## Density of states by time propagation: amplitude and survival probability

### The method

For a normalised state $|\psi\rangle$ and eigenstates $|m\rangle$ of $H$, the projected density of states is $n(E)=\sum_m|\langle m|\psi\rangle|^2\,\delta(E-E_m)$. The return amplitude is

$$A(t)=\langle\psi|e^{-iHt/\hbar}|\psi\rangle=\int dE\,n(E)\,e^{-iEt/\hbar},$$

and inverting the transform gives

$$n(E)=\frac{1}{2\pi\hbar}\int_{-\infty}^{\infty}dt\;e^{iEt/\hbar}A(t),\qquad A(-t)=A(t)^*.$$

Let the spectrum lie in $[E_c-W,\,E_c+W]$, and set $\tilde H=(H-E_c)/W$ and $\tau=Wt/\hbar$. The Jacobi–Anger expansion with $\tilde H=\cos\theta$ gives

$$e^{-iHt/\hbar}=e^{-iE_ct/\hbar}\Big[J_0(\tau)+2\sum_{n\ge1}(-i)^nJ_n(\tau)\,T_n(\tilde H)\Big].$$

The vectors $T_n(\tilde H)|\psi\rangle$ follow from $T_{n+1}=2\tilde HT_n-T_{n-1}$ and have norm at most one. The coefficients $J_n(\tau)$ fall off faster than exponentially in $n$ once $n$ exceeds $\tau$. Cutting the integral at $\pm T$ convolves $n(E)$ with the kernel $\sin(ET/\hbar)/\pi E$, whose first zero sets the resolution $\pi\hbar/T$. Sampling with step $\Delta t$ repeats the spectrum with period $2\pi\hbar/\Delta t$, so the copies stay apart only if $\Delta t<\pi\hbar/W$.

The model is the square lattice with one orbital per site, zero on-site energy and nearest-neighbour hopping $-\gamma$, $\gamma>0$. With unit lattice constant $\varepsilon_{\mathbf k}=-2\gamma(\cos k_x+\cos k_y)$, so $E_c=0$ and $W=4\gamma$. The state $|\psi\rangle$ is a single site, and densities are per site and per spin. The Brillouin-zone average factorises, with $x=2\gamma t/\hbar$:

$$A(t)=\Big[\int_{-\pi}^{\pi}\frac{dk}{2\pi}\,e^{ix\cos k}\Big]^2=J_0^2(x).$$

The Chebyshev moments $\mu_n=\langle\psi|T_n(\tilde H)|\psi\rangle$ vanish for odd $n$ and begin $\mu_2=-\tfrac12$, $\mu_4=\tfrac18$, so that $A=J_0(\tau)+J_2(\tau)+\tfrac14J_4(\tau)+\dots$ with $\tau=2x$. A run to $T=50\,\hbar/\gamma$ has $\tau=200$, where $|J_{240}|<10^{-8}$, and resolves $0.063\,\gamma$. For an illustrative $\gamma=1$ eV this $T$ is 32.9 fs.

### An incorrect attempt

**The calculation in this subsection is wrong, and so is its result.** It runs as follows. The propagation yields $|\psi(t)\rangle$, and the quantity recorded is the probability of finding the electron back on its site.

**(W1)** The density of states is taken as

$$\tilde n(E)=\frac{1}{2\pi\hbar}\int_{-\infty}^{\infty}dt\;e^{iEt/\hbar}P(t),\qquad P(t)=|\langle\psi|\psi(t)\rangle|^2 .$$

**(W2)** For the square lattice $P(t)=J_0^4(x)$.

**(W3)** At the centre, with cut-off $T$ and $X=2\gamma T/\hbar$,

$$\tilde n_T(0)=\frac{1}{2\pi\gamma}\int_0^{X}J_0^4(x)\,dx .$$

**(W4)** For large $x$, $J_0^4\simeq(2/\pi x)^2\cos^4(x-\pi/4)$, and $\cos^4$ averages to $\tfrac38$. The integral converges, with a remainder $3/(4\pi^3\gamma X)$ up to oscillating terms of order $X^{-2}$. Quadrature gives $0.141/\gamma$ at $T=5\,\hbar/\gamma$ and $0.143/\gamma$ at $T=50\,\hbar/\gamma$.

**(W5)** The wrong conclusion: the density of states has a finite central maximum, $\tilde n(0)=0.144/\gamma$.

The result passes the easy tests. It is real, even, nowhere negative as $T\to\infty$, normalised to one because $P(0)=1$, and it settles as $T$ grows.

### The symptom

The second moment of a local density of states is fixed by the Hamiltonian: $\langle\psi|H^2|\psi\rangle$ sums the squared hoppings to the four neighbours and equals $4\gamma^2$. The second moment of $\tilde n$ is $-\hbar^2P''(0)$. From $J_0(x)=1-x^2/4+\dots$ one has $P=1-4\gamma^2t^2/\hbar^2+\dots$, so the moment is $8\gamma^2$, twice the sum rule.

Two further signs point the same way. The function $\tilde n(E)$ is nonzero for $4\gamma<|E|<8\gamma$, where $H$ has no eigenvalues. And adding a constant $\varepsilon_0$ to every on-site energy multiplies $A$ by $e^{-i\varepsilon_0t/\hbar}$ and leaves $P$ unchanged, so $\tilde n$ stays centred at zero while the band moves.

Sampling can hide the weight outside the band. At the limiting step $\Delta t=\pi\hbar/W$ the period is $8\gamma$, and the tails fold back into $|E|<4\gamma$, where $\tilde n(E)+\tilde n(8\gamma-|E|)$ is seen. This sum is $0.123/\gamma$ at $2\gamma$ and $0.114/\gamma$ at $4\gamma$, a rather flat curve that fills the expected window. A halved step exposes the tails.

### The faulty line

Lines (W2) to (W5) follow correctly from (W1), which is the faulty line. The spectral representation of $A$ gives

$$P(t)=\iint dE_1\,dE_2\;n(E_1)\,n(E_2)\,e^{-i(E_1-E_2)t/\hbar},$$

and therefore

$$\tilde n(E)=\int dE'\;n(E'+E)\,n(E').$$

The survival probability oscillates at energy differences, and its transform is the autocorrelation of $n$. This is the distribution of $E_1-E_2$ for two independent draws from $n$. Its mean is zero, its variance and support are doubled, and its central value is $\int n^2\,dE$, which is finite for a logarithmic peak. Here $A$ is real, and $J_0^4(x)$ is the return amplitude of the four-dimensional hypercubic lattice with the same hopping. The attempt has computed the density of states of that lattice, with eight neighbours.

### The mended calculation

Replace $P$ by $A=J_0^2(x)$. One factor $J_0$ transforms into the density of states of the chain, $n_1(E)=1/\big(\pi\sqrt{4\gamma^2-E^2}\big)$, and the product transforms into the convolution $n_1*n_1$. For $0<E<4\gamma$ measure the integration variable $y$ from $E/2$ and put $a=2\gamma-E/2$, $b=2\gamma+E/2$:

$$n(E)=\frac{1}{\pi^2}\int_{-a}^{a}\frac{dy}{\sqrt{(a^2-y^2)(b^2-y^2)}}=\frac{2}{\pi^2b}\,K\!\Big(\frac{a^2}{b^2}\Big),$$

where $K(m)=\int_0^{\pi/2}d\theta\,(1-m\sin^2\theta)^{-1/2}$ takes the parameter $m$. With $u=|E|/4\gamma$ one has $a/b=(1-u)/(1+u)$, and Landen's transformation $K\big((1-u)^2/(1+u)^2\big)=\tfrac12(1+u)\,K(1-u^2)$ gives

$$\boxed{\,n(E)=\frac{1}{2\pi^2\gamma}\,K\!\Big(1-\frac{E^2}{16\gamma^2}\Big),\qquad |E|<4\gamma\,}$$

and zero outside. Just inside the edges $K(0)=\pi/2$ and $n=1/4\pi\gamma$. Near the centre $K(1-u^2)\simeq\ln(4/u)$, so

$$n(E)\simeq\frac{1}{2\pi^2\gamma}\ln\frac{16\gamma}{|E|},$$

the logarithmic Van Hove peak of the saddle points. Both features can be read from the long-time tail $A\simeq(1+\sin2x)/\pi x$ for $x>0$. The non-oscillating $1/|t|$ term produces the logarithm, and the term $\sin(4\gamma|t|/\hbar)/|t|$ produces the steps at $\pm4\gamma$. Squaring turns $1/|t|$ into an integrable $1/t^2$ and removes both.

At finite $T$ the central value is $n_T(0)=(1/2\pi\gamma)\int_0^XJ_0^2\,dx$. Convolving the logarithm with the cut-off kernel and using $\int_0^\infty ds\,\sin s\,\ln s/s=-\pi C/2$, with Euler's constant $C=0.5772$, gives

$$n_T(0)\simeq\frac{1}{2\pi^2\gamma}\Big[\ln\frac{16\gamma T}{\hbar}+C\Big].$$

The leading neglected term inside the bracket is $-\cos(2X)/2X$, the ringing of the band-edge steps, at most $0.005$ in size for $T=50\,\hbar/\gamma$. The correct central value rises by $\ln10/2\pi^2\gamma=0.117/\gamma$ for each decade in $T$. In this lattice the absence of convergence at $E=0$ is the right behaviour, and the saturation in (W4) is the artefact.

### Size of the error

The values of $\tilde n$ below come from the autocorrelation of the boxed result. They also follow from sampling $P$ at $\Delta t=\pi\hbar/8\gamma$, the limiting step for a support of half-width $8\gamma$:

$$\tilde n(E)=\frac{1}{16\gamma}\Big[1+2\sum_{k\ge1}J_0^4\Big(\frac{k\pi}{4}\Big)\cos\frac{k\pi E}{8\gamma}\Big].$$

| quantity | amplitude (exact) | survival probability (wrong) |
|---|---|---|
| $\gamma n_T(0)$, $T=5\hbar/\gamma$ | 0.250 | 0.141 |
| $\gamma n_T(0)$, $T=50\hbar/\gamma$ | 0.368 | 0.143 |
| $\gamma n(0)$, $T\to\infty$ | diverges | 0.144 |
| $\gamma n(2\gamma)$ | 0.109 | 0.106 |
| $\gamma n(4\gamma)$, from inside | 0.080 | 0.057 |
| $\gamma n(6\gamma)$ | 0 | 0.017 |
| $\langle E^2\rangle/\gamma^2$ | 4 | 8 |
| $\langle E^4\rangle/\gamma^4$ | 36 | 168 |
| weight at $\lvert E\rvert>4\gamma$ | 0 | 0.161 |

The fourth moments count closed four-step walks. For the difference of two independent draws from an even distribution, $\langle(E_1-E_2)^4\rangle=2\cdot36\,\gamma^4+6\cdot4^2\gamma^4=168\,\gamma^4$. The weight outside the band is the probability that $|E_1-E_2|>4\gamma$, a double integral over $n(E_1)\,n(E_2)$.

All entries belong to the nearest-neighbour model. At $E=2\gamma$ the wrong curve lies only 3 per cent below the exact one, so a spot check in that region does not reveal the slip. At the centre it is 61 per cent low for $T=50\,\hbar/\gamma$, and the shortfall grows without bound as $\ln T$. The root-mean-square width is $2.83\,\gamma$ in place of $2\gamma$, too large by $\sqrt2$, and 16 per cent of the states are assigned to energies at which the lattice has none.